An AlGaN crystal is strained equally along x and y, and then separately along z. How much z strain does it prefer for a given in-plane strain? In the table, rows 1 to 5 in the column heads stand for in-plane strains of −0.08, −0.04, 0, 0.04 and 0.08. Energies are counted from the unstrained cell, and positive pressure means compression.

Al3GaN4 in an 8-atom Pm cell, relaxed to 5.043 × 3.130 × 5.418 Å along x, y and z, then strained with fractional coordinates fixed. Ansatz 0.2.0, scalar-relativistic plane-wave DFT without spin polarisation, PBEsol with PAW datasets made for PBE; cutoff 420 eV, Gamma-centred 6×8×4 k mesh, Gaussian smearing of 0.05 eV. Energies are free energies.

| strain zz | energy change row 1 (meV/atom) | energy change row 2 (meV/atom) | energy change row 3 (meV/atom) | energy change row 4 (meV/atom) | energy change row 5 (meV/atom) | pressure row 1 (GPa) | pressure row 2 (GPa) | pressure row 3 (GPa) |
| --- | --- | --- | --- | --- | --- | --- | --- | --- |
| -0.08 | 488.8 | 221.1 | 113.3 | 123.3 | 218.0 | 81.26 | 46.06 | 21.36 |
| -0.04 | 344.5 | 107.9 | 25.7 | 57.0 | 170.2 | 62.38 | 31.02 | 9.26 |
| 0 | 270.0 | 60.6 | 0.0 | 48.8 | 176.4 | 47.40 | 19.30 | 0.02 |
| 0.04 | 248.4 | 63.2 | 21.2 | 84.5 | 223.5 | 35.47 | 10.16 | -7.00 |
| 0.08 | 267.0 | 103.5 | 77.7 | 153.0 | 301.1 | 25.91 | 3.03 | -12.32 |

**(a) Which way does the cheapest zz strain move when the plane is squeezed or stretched, and what stops it?**

*Solution.* In rows 2, 3 and 4 the lowest entry stands at zero zz strain, as if nothing moved. The neighbours tell more. In row 2 the energy at +0.04 is almost as low as at zero, while at −0.04 it is much higher, so the true minimum lies on the positive side. A parabola through the lowest entry and its two neighbours puts it at +0.018 in row 2 and at −0.013 in row 4. In rows 1 and 5 it lies at +0.041 and −0.025.

A squeezed plane thus makes the crystal prefer to be longer along z, and a stretched plane makes it prefer to be shorter. This is the Poisson effect, and it is a compromise between two costs. Changing the volume shortens or lengthens all bonds together. Changing the shape bends bond angles and makes some bonds longer and others shorter. Constant volume would need a zz strain of about −2 times the in-plane strain; constant shape would need a zz strain equal to it.

Row 1 shows the bargain. The volume cost can be read from the five cells strained equally along all axes, whose shape is unchanged; what remains of the energy is the cost of shape. Between zz strains of 0 and +0.08 the volume cost falls from 207 to 57 meV/atom, while the shape cost rises from 63 to 210. Gain and loss nearly cancel, so the two ends have almost the same energy and the minimum lies between them.

**(b) Estimate how far the minimum moves per unit of in-plane strain.**

*Solution.* Let e be the in-plane strain and z the zz strain, both small. The relative change of volume is 2e + z, and z − e measures the change of shape. If the two costs simply add, the energy is

E = a(2e + z)² + c(z − e)².

At fixed e, the slope of E with z vanishes at

z = −[(2a − c)/(a + c)] e.

Averaging over strains of opposite sign removes most of the asymmetry between squeezing and stretching. Equal strain of ±0.04 along all axes costs (107.9 + 84.5)/2 = 96.2 meV/atom. The volume then changes by about 0.12, so a = 96.2/0.12² ≈ 6680 meV/atom. In row 3, where e = 0, zz strains of ±0.04 cost (25.7 + 21.2)/2 = 23.45 meV/atom, which gives a + c = 23.45/0.04² ≈ 14660 and c ≈ 7980.

The minimum should therefore move by −(13360 − 7980)/14660 ≈ −0.37 per unit of in-plane strain. The parabolas of rows 2 and 4 give −0.38. This is a fair test but not a fully independent one, since one of the three energies that locate each minimum also entered a.

The size of the effect depends on the ratio c/a. A crystal that yields easily in shape comes close to −2, like rubber. Here c is somewhat larger than a, and the response is weak.

Part of the resistance to a change of shape comes from holding the fractional coordinates fixed. Atoms free to move within the cell could relieve some of the bond strain, mainly when the shape changes, so a relaxed crystal should respond more strongly. Nor is 0.38 the response of a film grown on the c plane: here the strained plane contains the polar axis and one basal direction.

**(c) Why does the minimum move farther in row 1 than in row 5, and why is the pressure near row 1's minimum still 35 GPa?**

*Solution.* Bonds stiffen when shortened and soften when stretched. Equal strain of −0.08 along all axes therefore costs 489 meV/atom, against 301 for +0.08. If compression raises the resistance to a change of volume faster than the resistance to a change of shape, a squeezed plane drives the z axis farther out than a stretched plane pulls it in. The pressures allow a check of this.

Pressure is the average of the normal stresses along all three axes, whereas a minimum along z requires only the zz stress to vanish. In row 1 the plane is still held squeezed. With no zz stress, a pressure of 35.5 GPa means that the two in-plane stresses average about 53 GPa (35.5 × 3/2). Zero pressure is thus no guide to the preferred zz strain.

Pressure follows mainly the volume, while energy also counts the distortion. Row 1 at +0.08, row 2 at 0 and row 3 at −0.08 have volumes within one per cent of each other. Their pressures lie between 19 and 26 GPa, but their energies run from 61 to 267 meV/atom.

The most distorted of these three cells, that of row 1, also has the highest pressure. A least-squares curve through the energies of the five equally strained cells, with a square and a cubic term in the logarithm of the volume, gives 21.5 GPa at its volume; the calculation gives 25.9. The curve's own error is smaller, about 0.6 GPa for the undistorted cell of row 1. Such an extra push is what follows if resistance to a change of shape weakens as the cell grows, because a distorted cell then saves energy by swelling.

Let resistance mean the curvature of each cost. Near the unstrained cell, the resistance to a change of volume falls by about 2.0 % for each per cent of added volume. The resistance to a change of shape, with its rate fitted by least squares to the pressures of row 1, falls by only about 1.3 %. This supports the explanation as at least one cause of the uneven shift. With the shape cost itself fitted to row 3, the model then gives the energies of row 5 to within 4 meV/atom, where a constant resistance misses by up to 24.

In row 1, however, the same step makes the worst miss larger, from 7 to 21 meV/atom, and puts the minimum near 0.034 instead of 0.041. In row 5 the model's minimum lies at −0.025, as in the calculation. The model thus gives the right direction of the uneven shift, but only about half of its size.

The model treats lengthening and shortening along z as equally costly at a given volume. If lengthening is in fact cheaper, the minimum should move farther in row 1 and less far in row 5, which may supply the missing part. That cannot be the whole story, though. Row 5 at −0.08 is distorted as strongly as row 1 at +0.08, in the opposite sense, and the model already fits it to 1 meV/atom. A correction that takes 21 meV/atom off the one would, if it depended on shape alone, add as much to the other. The good fit of row 5 may therefore rest partly on errors that cancel.
